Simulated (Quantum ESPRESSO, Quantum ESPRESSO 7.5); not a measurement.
# Progress notes: the lattice constant of bcc iron from a first set of DFT relaxations

*A first attempt by someone new to these calculations. It holds errors of set-up and of interpretation; a review follows at the end.*

## Experiment

The number I want to reproduce is the cubic cell parameter of bcc iron, $a = 2.866 \pm 0.001$ Å, from "Abiotic ammonium formation in the presence of Ni-Fe metals and alloys and its implications for the Hadean nitrogen cycle" (2008, PubMed Central 2430951). It was obtained by powder X-ray diffraction with a LeBail refinement on commercial iron metal powder. The measurement temperature is not given with the value.

Two more values come from "Structural, Thermal and Magnetic Analysis of Fe75Co10Nb6B9 and Fe65Co20Nb6B9 Nanostructured Alloys" (2021, PubMed Central 8398515). There the iron was a commercial powder mixed with Co, Nb and B powders and measured before milling, with Rietveld refinement. They are $2.8665 \pm 0.0005$ Å and $2.8666 \pm 0.0004$ Å, so all three agree within their uncertainties.

| compared with | measured | source's wording or label | method |
| --- | --- | --- | --- |
| a (Å) | 2.866 ± 0.001 | 2.866 ± 0.001 A | powder XRD, LeBail refinement * |
| a (Å) | 2.8665 ± 0.0005 | 2.8665 ± 0.0005 A | X-ray diffraction, Rietveld refinement |
| a (Å) | 2.8666 ± 0.0004 | 2.8666 ± 0.0004 A | X-ray diffraction, Rietveld refinement |

Where a quantity has several values, deviations refer to the one marked *.

Conditions are those given with the value in the passage it was taken from; "not stated" means there, and the paper may say more elsewhere. The values are a selection: others may have been left out beforehand as unlike or outlying.

## Plan

I want to get $a$ of iron out of Quantum ESPRESSO by letting the program relax the cell. The model is one iron atom in the primitive bcc cell, starting from a diffraction structure with $a = 2.866$ Å, which is already the measured number, so the program only has to stay where it is. I will call it a success if the result is within 0.01 Å of experiment, because then the first two decimals should look about right next to our own diffraction data. I have no better reason for that limit.

I will start from the settings of a tutorial on aluminium, since that is a metal too, and change things if the number comes out wrong.

System: Fe (iron), bcc; Im-3m (No. 229), 1 atom in the primitive cell; the database structure is a diffraction structure: a = 2.866 Å; structure from the Crystallography Open Database.

## 1. Iron with the aluminium settings

I use PBEsol because I read that it is made for solids. The tutorial had no spin in its input, so I leave spin out as well; I only want a length, not the magnetism. With one atom in the cell and a start at the measured value, I expect $a$ to hardly move.

**Run 1.** Quantum ESPRESSO 7.5: PBEsol, GBRV ultrasoft potentials, no spin polarisation, cell and atoms relaxed from the database structure, cutoff 45 Ry (density 360 Ry), 14x14x14 k mesh, Marzari-Vanderbilt smearing 0.14 eV.

Key lines of the input:
```
! potential files: GBRV ultrasoft potentials, made for PBEsol
&control
  calculation = 'vc-relax'
  forc_conv_thr = 2.0d-4
  etot_conv_thr = 1.0d-5
  nstep = 60
/
&system
  nat = 1
  ntyp = 1
  ecutwfc = 45
  ecutrho = 360
  nbnd = 15
  occupations = 'smearing'
  smearing = 'mv'
  degauss = 0.01029
/
&electrons
  conv_thr = 1.0d-8
  electron_maxstep = 100
  mixing_beta = 0.4
/
&ions
/
&cell
  press_conv_thr = 0.5
/
ATOMIC_SPECIES
  Fe 55.845 Fe.upf
[... cell and positions ...]
K_POINTS automatic
  14 14 14 0 0 0
```

Command:
```
OMP_NUM_THREADS=1 mpirun -n 4 pw.x -nk 4 -in relax.in > relax.out
```

Selected lines of the output:
```
     bfgs converged in   5 scf cycles and   4 bfgs steps
          total   stress  (Ry/bohr**3)                   (kbar)     P=       -1.86
```

Converged; 8.4 s on 4 cores of Arm Neoverse V1, shared host.

| quantity | run 1 | measured | deviation |
| --- | --- | --- | --- |
| a (Å) | 2.7206 | 2.866 ± 0.001 | −0.1454 (−5.1 %) |
| conventional cell volume (Å³) | 20.14 |  |  |
| final pressure (GPa) | −0.186 |  |  |

The cell did not stay where it was. It shrank to $a = 2.7206$ Å, which is 0.1454 Å below the measured value and far outside my 0.01 Å. The program says it converged, and the last pressure is only -0.186 GPa, so I don't think the relaxation itself went wrong. I take it that PBEsol binds iron too strongly and needs a correction.

## 2. Adding a U from an iron oxide tutorial

I found a tutorial on iron oxide which says that DFT has trouble with the d electrons of iron and that a Hubbard U repairs this. It uses $U = 5.3$ eV for Fe. Iron is iron, so I take the same value. The input there also has a starting magnetisation, which I copy along with the rest. The U should push the electrons apart and make the cell larger, and I hope it brings $a$ back to about 2.87 Å.

**Run 2.** Quantum ESPRESSO 7.5: PBEsol+U (Fe 5.3 eV), GBRV ultrasoft potentials, ferromagnetic start, cell and atoms relaxed from the database structure, cutoff 45 Ry (density 360 Ry), 14x14x14 k mesh, Marzari-Vanderbilt smearing 0.14 eV.

Key lines of the input, as changed from run 1:
```diff
  &system
+   nspin = 2
+   starting_magnetization(1) = 0.5
  ATOMIC_SPECIES
-   Fe 55.845 Fe.upf
+   Fe1 55.845 Fe.upf
+ HUBBARD ortho-atomic
+   U Fe1-3d 5.3
```

Selected lines of the output:
```
     new unit-cell volume =     88.91242 a.u.^3 (    13.17546 Ang^3 )
     total magnetization       =     3.14 Bohr mag/cell
```

Converged; 29 s of wall time.

| quantity | run 2 | measured | deviation |
| --- | --- | --- | --- |
| a (Å) | 2.9758 | 2.866 ± 0.001 | +0.1098 (+3.8 %) |
| net moment per formula unit (μB) | 3.14 |  |  |
| absolute moment per formula unit (μB) | 3.46 |  |  |
| conventional cell volume (Å³) | 26.35 |  |  |
| final pressure (GPa) | −0.240 |  |  |

The U does make the cell larger, but far too much. Now $a = 2.9758$ Å, which is 0.1098 Å above experiment, where before I was 0.1454 Å below. The output also gives a magnetisation of 3.14 $\mu_\mathrm{B}$ per cell. Iron is a magnet, so I take that as a good sign and leave it there.

The measured value lies between my two results, so I conclude that U is the right knob and that I have only turned it too far.

## 3. Half the U

Without U the cell is too small and with 5.3 eV it is too large, so I try about half, 2.6 eV. If the length grows evenly with U, I should land slightly below the measured value, and then I can fine-tune from there. Everything else stays as in the last input.

**Run 3.** Quantum ESPRESSO 7.5: PBEsol+U (Fe 2.6 eV), GBRV ultrasoft potentials, ferromagnetic start, cell and atoms relaxed from the database structure, cutoff 45 Ry (density 360 Ry), 14x14x14 k mesh, Marzari-Vanderbilt smearing 0.14 eV.

Key lines of the input, as changed from run 2:
```diff
  HUBBARD ortho-atomic
-   U Fe1-3d 5.3
+   U Fe1-3d 2.6
```

Command:
```
OMP_NUM_THREADS=1 mpirun -n 8 pw.x -nk 8 -in relax.in > relax.out
```

Selected lines of the output:
```
     new unit-cell volume =     81.14089 a.u.^3 (    12.02384 Ang^3 )
```

Converged; 11 s on 8 cores of Arm Neoverse V2, shared host.

| quantity | run 3 | measured | deviation |
| --- | --- | --- | --- |
| a (Å) | 2.8864 | 2.866 ± 0.001 | +0.0204 (+0.7 %) |
| net moment per formula unit (μB) | 2.81 |  |  |
| absolute moment per formula unit (μB) | 3.05 |  |  |
| conventional cell volume (Å³) | 24.05 |  |  |
| final pressure (GPa) | −0.042 |  |  |

This is much closer: $a = 2.8864$ Å, 0.0204 Å above the measured value. I had expected to land slightly below it, so the length does not grow evenly with U. The first 2.6 eV added 0.1658 Å and the next 2.7 eV only 0.0894 Å. I suppose the U simply works most strongly at the beginning.

It is still twice my limit of 0.01 Å, so I can't call it a success yet.

## 4. LDA with the tutorial's U

I don't want to keep guessing values of U, and 5.3 eV at least comes from a tutorial. I have read that LDA makes cells too small. The U makes them too large, so the two together should cancel and give the right length. I therefore go back to 5.3 eV and replace PBEsol by LDA. I expect something near 2.87 Å.

**Run 4.** Quantum ESPRESSO 7.5: LDA+U (Fe 5.3 eV), GBRV ultrasoft potentials, ferromagnetic start, cell and atoms relaxed from the database structure, cutoff 45 Ry (density 360 Ry), 14x14x14 k mesh, Marzari-Vanderbilt smearing 0.14 eV.

Key lines of the input, as changed from run 2:
```diff
- ! potential files: GBRV ultrasoft potentials, made for PBEsol
+ ! potential files: GBRV ultrasoft potentials, made for LDA
```

Selected lines of the output:
```
     new unit-cell volume =     84.00487 a.u.^3 (    12.44824 Ang^3 )
```

Converged; 11 s of wall time.

| quantity | run 4 | measured | deviation |
| --- | --- | --- | --- |
| a (Å) | 2.9200 | 2.866 ± 0.001 | +0.0540 (+1.9 %) |
| net moment per formula unit (μB) | 3.07 |  |  |
| absolute moment per formula unit (μB) | 3.32 |  |  |
| conventional cell volume (Å³) | 24.90 |  |  |
| final pressure (GPa) | −0.113 |  |  |

LDA does pull the cell in, by 0.0558 Å compared with PBEsol at the same U, but that is only about half of what I needed. With $a = 2.9200$ Å I am still 0.0540 Å too high, and further away than with the smaller U. The two errors do not cancel the way I had hoped.

## 5. BLYP from a water tutorial

I am losing patience with the U, so I take it out again. A tutorial on liquid water uses BLYP, and it says there that this functional is well tried. I have now had PBEsol and LDA, and neither gave me the number, so a different functional seems the quickest way on. I leave the magnetisation lines in the input because they did no harm. I have no real idea where $a$ will end up, only the hope that it is close to 2.87 Å.

**Run 5.** Quantum ESPRESSO 7.5: BLYP, GBRV ultrasoft potentials, ferromagnetic start, cell and atoms relaxed from the database structure, cutoff 45 Ry (density 360 Ry), 14x14x14 k mesh, Marzari-Vanderbilt smearing 0.14 eV; PBE files.

Key lines of the input, as changed from run 2:
```diff
- ! potential files: GBRV ultrasoft potentials, made for PBEsol
+ ! potential files: GBRV ultrasoft potentials, made for PBE
  &system
+   input_dft = 'blyp'
- HUBBARD ortho-atomic
-   U Fe1-3d 5.3
```

Selected lines of the output:
```
     new unit-cell volume =     80.51619 a.u.^3 (    11.93127 Ang^3 )
```

Converged; 10 s of wall time.

| quantity | run 5 | measured | deviation |
| --- | --- | --- | --- |
| a (Å) | 2.8790 | 2.866 ± 0.001 | +0.0130 (+0.5 %) |
| net moment per formula unit (μB) | 2.31 |  |  |
| absolute moment per formula unit (μB) | 2.44 |  |  |
| conventional cell volume (Å³) | 23.86 |  |  |
| final pressure (GPa) | −0.038 |  |  |

BLYP gives $a = 2.8790$ Å, the closest so far. It is 0.0130 Å above the measured value, so it just misses my limit of 0.01 Å. A functional from a water tutorial does better on iron than PBEsol, which is supposed to be made for solids. I conclude that PBEsol was the wrong choice from the start and that the U was only covering this up.

## 6. Some van der Waals attraction

Only a small pull inwards is missing now. The water tutorial says that BLYP lacks the van der Waals attraction between molecules, and that there are functionals which include it. I pick rVV10 from the program's list, because attraction should bring the iron atoms a little closer together. I expect $a$ to come down by about 0.01 Å, and then I would be done.

**Run 6.** Quantum ESPRESSO 7.5: rVV10, GBRV ultrasoft potentials, ferromagnetic start, cell and atoms relaxed from the database structure, cutoff 45 Ry (density 360 Ry), 14x14x14 k mesh, Marzari-Vanderbilt smearing 0.14 eV; PBE files.

Key lines of the input, as changed from run 5:
```diff
  &system
-   input_dft = 'blyp'
+   input_dft = 'rvv10'
```

Selected lines of the output:
```
     new unit-cell volume =     77.59501 a.u.^3 (    11.49839 Ang^3 )
```

Converged; 20 s on 4 cores of Intel Xeon Platinum 8488C (Sapphire Rapids), shared host.

| quantity | run 6 | measured | deviation |
| --- | --- | --- | --- |
| a (Å) | 2.8437 | 2.866 ± 0.001 | −0.0223 (−0.8 %) |
| net moment per formula unit (μB) | 2.21 |  |  |
| absolute moment per formula unit (μB) | 2.34 |  |  |
| conventional cell volume (Å³) | 23.00 |  |  |
| final pressure (GPa) | 0.028 |  |  |

The cell did shrink, but by 0.0353 Å instead of the 0.01 Å I wanted. Now $a = 2.8437$ Å, which is 0.0223 Å below the measured value and further off than BLYP was. I take this to mean that the van der Waals attraction is real in iron but that rVV10 makes too much of it.

Every change I make throws the length past the measured value to one side or the other, and I can't see which setting to turn next. I am stopping here and keeping the BLYP number, since it came closest.

## Summary of runs

| run | settings | a (Å) | deviation | cost |
| --- | --- | --- | --- | --- |
| 1 | PBEsol, no spin polarisation | 2.7206 | −0.1454 (−5.1 %) | under 1 core-min |
| 2 | PBEsol+U (Fe 5.3 eV), ferromagnetic start | 2.9758 | +0.1098 (+3.8 %) | 1.9 core-min |
| 3 | PBEsol+U (Fe 2.6 eV), ferromagnetic start | 2.8864 | +0.0204 (+0.7 %) | 87 core-s |
| 4 | LDA+U (Fe 5.3 eV), ferromagnetic start | 2.9200 | +0.0540 (+1.9 %) | 90 core-s |
| 5 | BLYP, ferromagnetic start, PBE files | 2.8790 | +0.0130 (+0.5 %) | 81 core-s |
| 6 | rVV10, ferromagnetic start, PBE files | 2.8437 | −0.0223 (−0.8 %) | 79 core-s |
|  | measured | 2.866 ± 0.001 |  |  |

## Closing entry

I stop with $a = 2.8790$ Å from BLYP, against the measured $2.866 \pm 0.001$ Å. That is 0.0130 Å too long, so strictly I missed my limit of 0.01 Å. Rounded to two decimals it is 2.88 against 2.87, and I think that is good enough to put next to our diffraction data.

The other five results lie on both sides of experiment, from 2.7206 Å to 2.9758 Å. PBEsol was the worst of them, although it is meant for solids, so I would not use it for a metal again. The Hubbard U helped at 2.6 eV and spoiled the result at 5.3 eV, and van der Waals attraction made the cell too small.

What I take from this is that the functional has to be found by trying several until one fits, and that for iron it is BLYP. Unless you object, I will use the same input for our iron alloys next.

## Review

Further runs made for the review:

| reviewer's run | settings | a (Å) | deviation | cost |
| --- | --- | --- | --- | --- |
| R1 | PBEsol, GBRV ultrasoft potentials, ferromagnetic start, cutoff 45 Ry (density 360 Ry) | 2.7902 | −0.0758 (−2.6 %) | 76 core-s |
| R2 | LDA, GBRV ultrasoft potentials, ferromagnetic start, cutoff 45 Ry (density 360 Ry) | 2.7575 | −0.1085 (−3.8 %) | 65 core-s |
| R3 | PBE, GBRV ultrasoft potentials, ferromagnetic start, cutoff 45 Ry (density 360 Ry) | 2.8314 | −0.0346 (−1.2 %) | 69 core-s |
| R4 | PBE, SSSP efficiency potentials, ferromagnetic start, cutoff 65 Ry (density 780 Ry) | 2.8208 | −0.0452 (−1.6 %) | 2.3 core-min |
|  | measured | 2.866 ± 0.001 |  |  |

Relaxing the cell was right, but starting at the measured length doesn't oblige it to stay there: the relaxation seeks the functional's own minimum.

Run 1 converged, as the notebook says, but it left out spin, which iron's length depends on. The same PBEsol calculation with a ferromagnetic start (R1) gives 2.7902 Å for 76 core-seconds. Missing spin therefore caused 0.0696 Å of the 0.1454 Å miss, and only the rest can be held against PBEsol.

Run 2 added spin and a U together, which hid what each did. A U chosen for an oxide's localised d electrons doesn't carry over to the itinerant ones of the metal. The moment of 3.14 $\mu_\mathrm{B}$ was a warning, not a good sign, since iron has roughly 2.2. Measured from R1, the first 2.6 eV of U adds 0.0962 Å and the next 2.7 eV adds 0.0894 Å. The growth is thus nearly even, and the extra growth that the notebook saw in the first step came mostly from switching on spin. Run 3 lands near experiment by chance, with a moment still too high; the U didn't help.

Run 4 rests on a true remark, that LDA makes cells too small: without U it gives 2.7575 Å (R2). The U then adds 0.1625 Å and overshoots. Even an exact cancellation would have been luck.

Run 5 rightly drops the U and keeps the magnetisation, which was essential rather than harmless. BLYP, however, was built with molecules in mind, describes metals poorly in general, and was run here on potentials made for PBE. I regard its closeness as chance. It doesn't show that PBEsol is unfit for metals: that ranking used the run without spin, and one element can't settle the matter. PBEsol is nevertheless clearly too short for iron.

Run 6 doesn't add attraction to BLYP; it replaces the whole functional. The shrinkage therefore measures no van der Waals effect, let alone an excessive one, and the result is even longer than plain PBE's 2.8314 Å (R3). A fair test would keep the functional and add a dispersion term fitted for it. Nor did every change cross the measured value, as runs 2 to 5 all lie above it.

The limit of 0.01 Å had no physical basis, and rounding shouldn't rescue a result that missed it. Two PBE runs with different potential libraries and cutoffs (R3 and R4) already differ by 0.0106 Å, so the limit is too strict a test here.

I do object to using the BLYP input for the alloys. A functional should be chosen on its general record, not by trying several until one fits; spin-polarised PBE is the sounder start, with the moments checked.

My verdict is that a sound PBE simulation comes fairly close but falls short, by 0.0346 Å in R3 and 0.0452 Å in R4. The measured length is well established. Thermal expansion and zero-point motion, absent from these runs, may explain roughly 0.01 Å if the powder was at room temperature. Most of the rest is probably PBE's own error; the difference between the two PBE runs probably comes from the potentials or the cutoffs, which changed together.

[Logs are printed without paths, hosts, clocks, repeated set-up lines and the standing remarks that a program may print on its own settings, such as how far it seeks lower states.]

[The runs shown are a pick from a larger set of finished runs; failed, doubtful and other runs were left out of it ahead of writing. So were measured values far from every level or from commonly accepted values, and agreement can look better than it is. Lines of input and output are excerpts and may be shortened.]
